\section*{Lesser and greater functions of free fermions and bosons}

\subsection*{Statement}

Let $a$ annihilate a particle in a single-particle eigenstate of energy $\varepsilon$ of a non-interacting Hamiltonian, let $n=\langle a^\dagger a\rangle$ and $\tau=t-t'$. For fermions
\begin{equation}
G^<(t,t')=i\,n\,e^{-i\varepsilon\tau/\hbar},\qquad
G^>(t,t')=-i\,(1-n)\,e^{-i\varepsilon\tau/\hbar},
\label{eq:F}
\end{equation}
so that $n=-iG^<(t,t)$ and $G^<(E)=2\pi i\,n\,\delta(E-\varepsilon)$. For bosons, with occupation written $N$,
\begin{equation}
G^<(t,t')=-i\,N\,e^{-i\varepsilon\tau/\hbar},\qquad
G^>(t,t')=-i\,(1+N)\,e^{-i\varepsilon\tau/\hbar},
\label{eq:B}
\end{equation}
so that $N=+iG^<(t,t)$. For both statistics
\begin{equation}
G^R(t,t')=-i\,\theta(\tau)\,e^{-i\varepsilon\tau/\hbar},\qquad G^R(E)=\frac{1}{E-\varepsilon+i0},
\label{eq:R}
\end{equation}
which contains no occupation. These results hold for any initial state, thermal or not.

\subsection*{Premises and conventions}

(P1) Statistics. With $\zeta=-1$ for fermions, $\zeta=+1$ for bosons and $[A,B]_\zeta\equiv AB-\zeta BA$, the operators obey $[a_j,a_k^\dagger]_\zeta=\delta_{jk}$ and $[a_j,a_k]_\zeta=0$.

(P2) Dynamics. For $t\ge t_0$ the Hamiltonian is $H=\sum_k\varepsilon_k a_k^\dagger a_k$, and $O(t)=U^\dagger(t)\,O\,U(t)$ with $U(t)=e^{-iH(t-t_0)/\hbar}$. The generator is $H$, not $H-\mu\hat N$.

(P3) State. Averages are $\langle O\rangle=\mathrm{Tr}[\rho\,O]$ with a normalised density operator $\rho$ given at $t_0$ and with finite occupations.

(P4) Definition. The Keldysh contour $C$ runs from $t_0$ forward to the latest time of interest and back to $t_0$. This is the order in which the evolution operators stand in $\mathrm{Tr}[\rho\,U^\dagger(t)\,a\,U(t)U^\dagger(t')\,a^\dagger U(t')]$, read from right to left. The contour function is
\begin{equation}
G_{jk}(z,z')=-i\langle T_C\,a_j(z)\,a_k^\dagger(z')\rangle ,
\end{equation}
where $T_C$ moves the operator with the later contour argument to the left and supplies a factor $\zeta$ for the exchange. Without a prefactor $1/\hbar$, $G$ is dimensionless in the time domain.

(P5) Fourier transform. For functions of $\tau$ alone,
\begin{equation}
G(E)=\int_{-\infty}^{\infty}\frac{d\tau}{\hbar}\,e^{iE\tau/\hbar}\,G(\tau),\qquad
G(\tau)=\int\frac{dE}{2\pi}\,e^{-iE\tau/\hbar}\,G(E),
\end{equation}
so that $G(E)$ is in eV$^{-1}$. The full $\tau$ axis is available when $t_0\to-\infty$.

\subsection*{Step 1: real-time components}

Every point of the backward branch is later on $C$ than every point of the forward branch. With $z$ on the backward and $z'$ on the forward branch the operators are already in order. With $z$ on the forward and $z'$ on the backward branch they have to be exchanged. This gives, for all real $t,t'$,
\begin{equation}
G^>_{jk}(t,t')=-i\langle a_j(t)a_k^\dagger(t')\rangle,\qquad
G^<_{jk}(t,t')=-i\zeta\langle a_k^\dagger(t')a_j(t)\rangle .
\label{eq:def}
\end{equation}
With both arguments on the forward branch contour order is time order, and on the backward branch it is the reverse:
\begin{equation}
G^T=\theta(\tau)G^>+\theta(-\tau)G^<,\qquad
G^{\bar T}=\theta(-\tau)G^>+\theta(\tau)G^< .
\end{equation}
The retarded, advanced and Keldysh functions are defined by
\begin{equation}
G^R=\theta(\tau)(G^>-G^<),\quad G^A=-\theta(-\tau)(G^>-G^<),\quad G^K=G^>+G^< ,
\label{eq:RAK}
\end{equation}
and by \eqref{eq:def} $G^>_{jk}-G^<_{jk}=-i\langle[a_j(t),a_k^\dagger(t')]_\zeta\rangle$.

\subsection*{Step 2: Heisenberg operators}

Since $\zeta^2=1$, expanding the right-hand side confirms the identity
\begin{equation}
ABC-BCA=[A,B]_\zeta\,C+\zeta B\,[A,C]_\zeta .
\end{equation}
For $A=a_j$, $B=a_k^\dagger$, $C=a_k$, premise (P1) makes the first term $\delta_{jk}a_k$ and the second zero. The ordinary commutator with $H$ is therefore $a_jH-Ha_j=\varepsilon_ja_j$ for either statistics, and the Heisenberg equation reads $i\hbar\,\partial_ta_j(t)=\varepsilon_ja_j(t)$. Its solution with $a_j(t_0)=a_j$, and the adjoint, are
\begin{equation}
a_j(t)=a_j\,e^{-i\varepsilon_j(t-t_0)/\hbar},\qquad
a_j^\dagger(t)=a_j^\dagger\,e^{+i\varepsilon_j(t-t_0)/\hbar}.
\label{eq:heis}
\end{equation}

\subsection*{Step 3: averages}

The phases in \eqref{eq:heis} are numbers and leave the trace. With the one-particle density matrix $\gamma_{jk}=\langle a_k^\dagger a_j\rangle$, (P1) gives $\langle a_ja_k^\dagger\rangle=\delta_{jk}+\zeta\gamma_{jk}$, and \eqref{eq:def} becomes
\begin{align}
G^<_{jk}(t,t')&=-i\zeta\,\gamma_{jk}\,\Phi_{jk},\qquad
G^>_{jk}(t,t')=-i(\delta_{jk}+\zeta\gamma_{jk})\,\Phi_{jk},\nonumber\\
\Phi_{jk}&=e^{-i\varepsilon_j(t-t_0)/\hbar}\,e^{+i\varepsilon_k(t'-t_0)/\hbar}.
\label{eq:gen}
\end{align}
For $j=k$ the time $t_0$ cancels. Dropping the index and writing $\gamma_{jj}=n$,
\begin{equation}
G^<=-i\zeta n\,e^{-i\varepsilon\tau/\hbar},\qquad
G^>=-i(1+\zeta n)\,e^{-i\varepsilon\tau/\hbar}.
\label{eq:uni}
\end{equation}
Setting $\zeta=-1$ gives \eqref{eq:F}, and $\zeta=+1$ gives \eqref{eq:B}. At equal times $i\zeta G^<(t,t)=\zeta^2n=n$. The occupation does not depend on $t$ because $a^\dagger a$ commutes with $H$, which is why the diagonal elements depend on $\tau$ only, whatever $\rho$ is. An off-diagonal element with $\varepsilon_j\neq\varepsilon_k$ oscillates also in the mean time $(t+t')/2$, at the frequency $(\varepsilon_j-\varepsilon_k)/\hbar$. It vanishes if $\rho$ commutes with $H$, because $\gamma_{jk}$ must then be constant in time.

\subsection*{Step 4: remaining components}

In the difference of the two functions \eqref{eq:gen} the density matrix cancels, $G^>_{jk}-G^<_{jk}=-i\delta_{jk}e^{-i\varepsilon_j\tau/\hbar}$, because the bracket $[a_j(t),a_k^\dagger(t')]_\zeta$ is a number and its average is the same in every state. Then \eqref{eq:RAK} yields the first part of \eqref{eq:R} and
\begin{align}
G^A&=+i\,\theta(-\tau)\,e^{-i\varepsilon\tau/\hbar}, &
G^K&=-i(1+2\zeta n)\,e^{-i\varepsilon\tau/\hbar},\nonumber\\
G^T&=-i[\theta(\tau)+\zeta n]\,e^{-i\varepsilon\tau/\hbar}, &
G^{\bar T}&=-i[\theta(-\tau)+\zeta n]\,e^{-i\varepsilon\tau/\hbar},
\end{align}
where $\theta(\tau)+\theta(-\tau)=1$ was used in the second line. Differentiation, with $\partial_t\theta(\tau)=\delta(\tau)$, shows
\begin{equation}
(i\hbar\partial_t-\varepsilon)G^{\gtrless}=0,\qquad
(i\hbar\partial_t-\varepsilon)G^{R}=\hbar\,\delta(\tau).
\end{equation}
The retarded function is fixed by its source and by vanishing for $\tau<0$. The lesser and greater functions solve the homogeneous equation, whose amplitude the dynamics leaves open. The occupation enters as an initial condition.

\subsection*{Step 5: energy domain}

The transforms are distributions, obtained with a factor $e^{-\eta|\tau|/\hbar}$ and $\eta\to0^+$. With $x=E-\varepsilon$ the two half-axis integrals are
\begin{equation}
-i\!\int_0^\infty\!\frac{d\tau}{\hbar}\,e^{i(x+i\eta)\tau/\hbar}=\frac{1}{x+i\eta},\qquad
i\!\int_{-\infty}^0\!\frac{d\tau}{\hbar}\,e^{i(x-i\eta)\tau/\hbar}=\frac{1}{x-i\eta},
\end{equation}
which are $G^R(E)$ and $G^A(E)$. The integral of $e^{ix\tau/\hbar-\eta|\tau|/\hbar}$ over the whole axis is $i$ times their difference, $2\eta/(x^2+\eta^2)$. This Lorentzian has area $2\pi$ for every $\eta$ and tends to $2\pi\delta(x)$. Hence
\begin{align}
G^<(E)&=-2\pi i\,\zeta n\,\delta(E-\varepsilon),\qquad
G^>(E)=-2\pi i\,(1+\zeta n)\,\delta(E-\varepsilon),\nonumber\\
A(E)&\equiv i[G^>-G^<]=i[G^R-G^A]=2\pi\delta(E-\varepsilon),\nonumber\\
G^T(E)&=\frac{1+\zeta n}{E-\varepsilon+i0}-\frac{\zeta n}{E-\varepsilon-i0}.
\end{align}
For fermions $-iG^<(E)$ and $iG^>(E)$ are $2\pi$ times the densities of filled and of empty states. For bosons $iG^<(E)$ and $iG^>(E)$ are both non-negative and weight absorption and emission of a quantum.

\subsection*{Step 6: thermal equilibrium}

Let $\rho=e^{-\beta(H-\mu\hat N)}/\mathcal Z$ with $\beta=1/k_BT$. It factorises over levels, and the level holds $m$ particles with probability proportional to $y^m$, $y=e^{-\beta(\varepsilon-\mu)}$. For fermions $m=0,1$ and $n=y/(1+y)$. For bosons $\sum_my^m=1/(1-y)$ and $\sum_mmy^m=y/(1-y)^2$, convergent for $\varepsilon>\mu$, give $n=y/(1-y)$. Both cases read
\begin{equation}
n=f_\zeta(\varepsilon),\qquad f_\zeta(E)=\frac{1}{e^{\beta(E-\mu)}-\zeta},\qquad
\frac{1+\zeta n}{n}=e^{\beta(\varepsilon-\mu)} .
\end{equation}
The last relation survives interactions. For any $H$ that conserves $\hat N$, insert common eigenstates $|r\rangle$, $|s\rangle$ with probabilities $p_r$, $p_s$ into \eqref{eq:def}, where $|s\rangle$ holds one particle more than $|r\rangle$:
\begin{align}
G^>(E)&=-2\pi i\sum_{rs}p_r\,|\langle r|a|s\rangle|^2\,\delta(E-E_s+E_r),\nonumber\\
G^<(E)&=-2\pi i\,\zeta\sum_{rs}p_s\,|\langle r|a|s\rangle|^2\,\delta(E-E_s+E_r).
\end{align}
On the support of the delta function $p_s/p_r=e^{-\beta(E-\mu)}$, so $G^<(E)=\zeta e^{-\beta(E-\mu)}G^>(E)$, the Kubo--Martin--Schwinger condition. Solving it together with $A=i(G^>-G^<)$,
\begin{equation}
G^<(E)=-i\zeta f_\zeta(E)A(E),\qquad G^>(E)=-i[1+\zeta f_\zeta(E)]A(E),
\label{eq:fdt}
\end{equation}
and the equal-time bracket gives the sum rule $\int A\,dE/2\pi=1$. For the free level $A=2\pi\delta(E-\varepsilon)$ returns \eqref{eq:uni}, with $1+2\zeta n=\tanh[\beta(\varepsilon-\mu)/2]$ for fermions and $\coth[\beta(\varepsilon-\mu)/2]$ for bosons.

\subsection*{Bloch states and phonons}

For band electrons the index is $(\nu,\mathbf k,\sigma)$. With $\psi_\sigma(\mathbf r)=\sum_{\nu\mathbf k}\phi_{\nu\mathbf k}(\mathbf r)\,c_{\nu\mathbf k\sigma}$ and a density matrix diagonal in these labels, as in equilibrium, \eqref{eq:gen} gives
\begin{equation}
G^<_\sigma(\mathbf rt,\mathbf r't')=i\sum_{\nu\mathbf k}\phi_{\nu\mathbf k}(\mathbf r)\phi^*_{\nu\mathbf k}(\mathbf r')\,n_{\nu\mathbf k\sigma}\,e^{-i\varepsilon_{\nu\mathbf k}\tau/\hbar},
\end{equation}
and $-i\sum_\sigma G^<_\sigma(\mathbf rt,\mathbf rt)$ is the electron density.

Phonons couple through the displacement. For a zone-centre mode of frequency $\Omega$ take $u=b+b^\dagger$ and define $D^>=-i\langle u(t)u(t')\rangle$, $D^<=-i\langle u(t')u(t)\rangle$. In a stationary state $\langle bb\rangle=\langle b^\dagger b^\dagger\rangle=0$, since these averages would oscillate at $2\Omega$. The two remaining terms follow from \eqref{eq:heis}:
\begin{align}
D^>&=-i[(1+N)e^{-i\Omega\tau}+Ne^{i\Omega\tau}],\qquad
D^<=-i[Ne^{-i\Omega\tau}+(1+N)e^{i\Omega\tau}],\nonumber\\
D^R&=\theta(\tau)(D^>-D^<)=-2\,\theta(\tau)\sin\Omega\tau .
\label{eq:D}
\end{align}
Each of $D^\gtrless(E)$ has lines at $E=\pm\hbar\Omega$, and the thermal $N$ has $\mu=0$.

\subsection*{Range of validity}

(i) The results are exact when $a$ is an eigenmode of a quadratic, number-conserving Hamiltonian. A static mean field is admitted, with $\varepsilon$ its eigenvalue. With pairing terms they hold for the Bogoliubov modes. If $\varepsilon$ depends on time while the mode stays fixed, the phase becomes $\exp[-i\int_{t'}^{t}\varepsilon(s)\,ds/\hbar]$, the amplitudes are unchanged, and the delta functions of Step 5 are lost.

(ii) The state is arbitrary for the one-particle functions. Building many-particle functions from them by Wick's theorem requires a Gaussian $\rho$. A boson mode with mean $N$ has number variance $N(1+N)$ in a thermal state, $N$ in a coherent state and zero in a number state, although \eqref{eq:B} is the same for all three.

(iii) A shift of the energy zero multiplies every component of $G$ by the same phase factor, so the oscillation frequency alone has no physical meaning. This freedom is absent for $D$, since $u$ does not carry a conserved number.

(iv) Scattering broadens the line. For $G^R(E)=1/(E-\varepsilon+i\Gamma/2)$ with constant $\Gamma$, $|G^R(\tau)|=e^{-\Gamma\tau/2\hbar}$ and $A=\Gamma/[(E-\varepsilon)^2+\Gamma^2/4]$. In equilibrium \eqref{eq:fdt} gives the fermion occupation $n=\int A f_{-1}\,dE/2\pi$. The identity $\mathrm{Im}\,\psi(\tfrac12+iv)=\tfrac{\pi}{2}\tanh\pi v$ for the digamma function gives $f_{-1}(E)=\tfrac12-\tfrac1\pi\mathrm{Im}\,\psi[\tfrac12+i\beta(E-\mu)/2\pi]$. This $\psi$ is analytic in the lower half of the $E$ plane and grows only logarithmically, so closing the contour there picks the pole of $A$ at $E=\varepsilon-i\Gamma/2$:
\begin{equation}
n=\frac12-\frac1\pi\,\mathrm{Im}\,\psi\!\left[\frac12+\frac{\Gamma/2+i(\varepsilon-\mu)}{2\pi k_BT}\right].
\label{eq:psi}
\end{equation}
The free form therefore needs $|\tau|\ll2\hbar/\Gamma$ in time, and $n=f_{-1}(\varepsilon)$ near $\mu$ needs $\Gamma\ll2\pi k_BT$, with a first correction of relative order $\Gamma/2\pi k_BT$.

(v) With the Coulomb interaction the sum rule is shared between a quasiparticle peak of weight $Z<1$ and an incoherent background. The free result then describes the quasiparticle, and the peak in the $G^\gtrless$ of the electron operator is reduced by $Z$.

\subsection*{Numerical illustration: the Fermi surface of sodium at 300 K}

Model: one free-electron band of bare mass, bcc lattice with the approximate room-temperature constant $a_L=4.29$~\AA\ as input, two electrons per cube, $k_BT=25.85$~meV. The density is $2/a_L^3=0.0253$~\AA$^{-3}$, and
\begin{equation}
k_F=\frac{(6\pi^2)^{1/3}}{a_L}=0.909~\text{\AA}^{-1},\quad
E_F=\frac{\hbar^2k_F^2}{2m}=3.15~\text{eV},\quad
\hbar v_F=\frac{2E_F}{k_F}=6.9~\text{eV\,\AA}.
\end{equation}
The Sommerfeld expansion puts $\mu$ below $E_F$ by $\pi^2(k_BT)^2/12E_F=0.17$~meV, which makes the occupation at $k_F$ 0.498 instead of one half. The shift is dropped below. A state one $k_BT$ above $\mu$ lies $k_BT/\hbar v_F=0.0037$~\AA$^{-1}$ outside the Fermi sphere. The model's equal-time values per spin are

\begin{center}
\begin{tabular}{lcccc}
state & $-iG^<(t,t)$ & $iG^>(t,t)$ & $iG^K(t,t)$ & $-G^>/G^<$\\
$\varepsilon=\mu$ & 0.500 & 0.500 & 0 & 1\\
$\varepsilon=\mu+k_BT$ & 0.269 & 0.731 & 0.462 & 2.718
\end{tabular}
\end{center}

In both rows $|G^R|=1$ for $\tau>0$, and in energy the entries are the weights of $2\pi\delta(E-\varepsilon)$. The phase of the state at $\mu$ has the period $h/E_F=1.31$~fs when energy is counted from the band bottom. Counted from the vacuum level, $\mu=-W$, and the measured polycrystalline work function $W=2.75$~eV (compiled value, Tran 2019) gives 1.50~fs with the opposite sense of rotation. Counted from $\mu$, the phase stands still, and the state at $\mu+k_BT$ turns once in $h/k_BT=160$~fs.

The neglected electron--phonon width rivals $k_BT$, and its golden-rule size follows from the weights derived above. Write $f=f_{-1}$. Scattering to $\varepsilon-\hbar\Omega$ (emission) and back (absorption) carries $(1+N)(1-f)+Nf=1+N-f(\varepsilon-\hbar\Omega)$. Scattering to $\varepsilon+\hbar\Omega$ and back carries $N(1-f)+(1+N)f=N+f(\varepsilon+\hbar\Omega)$. At $\varepsilon=\mu$, where $1-f(\mu-\hbar\Omega)=f(\mu+\hbar\Omega)$, the sum is $2[N+f(\mu+\hbar\Omega)]=2/\sinh\beta\hbar\Omega$. With the Eliashberg function $\alpha^2F$, the dimensionless squared coupling summed over final states on the Fermi surface, and $\lambda=2\int\alpha^2F\,d\Omega/\Omega$,
\begin{equation}
\Gamma=4\pi\hbar\int d\Omega\,\frac{\alpha^2F(\Omega)}{\sinh\beta\hbar\Omega}\;\approx\;2\pi\lambda\,k_BT\qquad(\beta\hbar\Omega\lesssim1).
\end{equation}
For phonon energies up to approximately 16~meV the dropped factor $\beta\hbar\Omega/\sinh\beta\hbar\Omega$ is at least 0.94, and the variation of $\Gamma$ with $\varepsilon$ is likewise of relative order $(\beta\hbar\Omega)^2$. A typical $\lambda\approx0.16$ as input gives $\Gamma=26$~meV, a lifetime $\hbar/\Gamma=25$~fs and an amplitude decay time $2\hbar/\Gamma=51$~fs. The electron--electron width, of order $(\pi k_BT)^2/E_F\approx2$~meV, is smaller. The free time dependence thus holds over many periods of 1.31~fs but not over one of 160~fs. Equation \eqref{eq:psi} leaves $n=\tfrac12$ at $\varepsilon=\mu$ and raises the model's occupation at $\mu+k_BT$ by 0.05, from 0.27 to 0.32. The other equal-time entries of that row become $iG^>=0.68$, $iG^K=0.37$ and $-G^>/G^<=2.2$. The occupations of filled and empty states thus keep only their first digit under the broadening, $iG^K$ and the ratio change already in theirs, and the second and third digits of the row belong to the free model only. For $k_BT$ well below the phonon energies the factor $1/\sinh\beta\hbar\Omega$ suppresses $\Gamma/k_BT$ and the sharp line is approached. Independently of this, $Z$ at the density of sodium is typically 0.6 to 0.7, so the free model overstates the peak weight of the electron operator by a factor of about $1/0.65\approx1.5$.

As a boson case where the free form serves well, take one branch of the zone-centre optical phonon of silicon, with the approximate inputs $\hbar\Omega=64.5$~meV and full linewidth 0.4~meV. At 300~K, $\beta\hbar\Omega=2.50$, so $iG^<(t,t)=N=0.090$, $iG^>(t,t)=1+N=1.090$ and $iG^K(t,t)=1.18$. The two lines of $D^>$ in \eqref{eq:D}, emission at $+\hbar\Omega$ and absorption at $-\hbar\Omega$, have weights in the ratio $(1+N)/N=12.1$. The model's period $2\pi/\Omega=64$~fs is short against the lifetime $\hbar/\Gamma=1.6$~ps, and the width is small against both $\hbar\Omega$ and $k_BT$.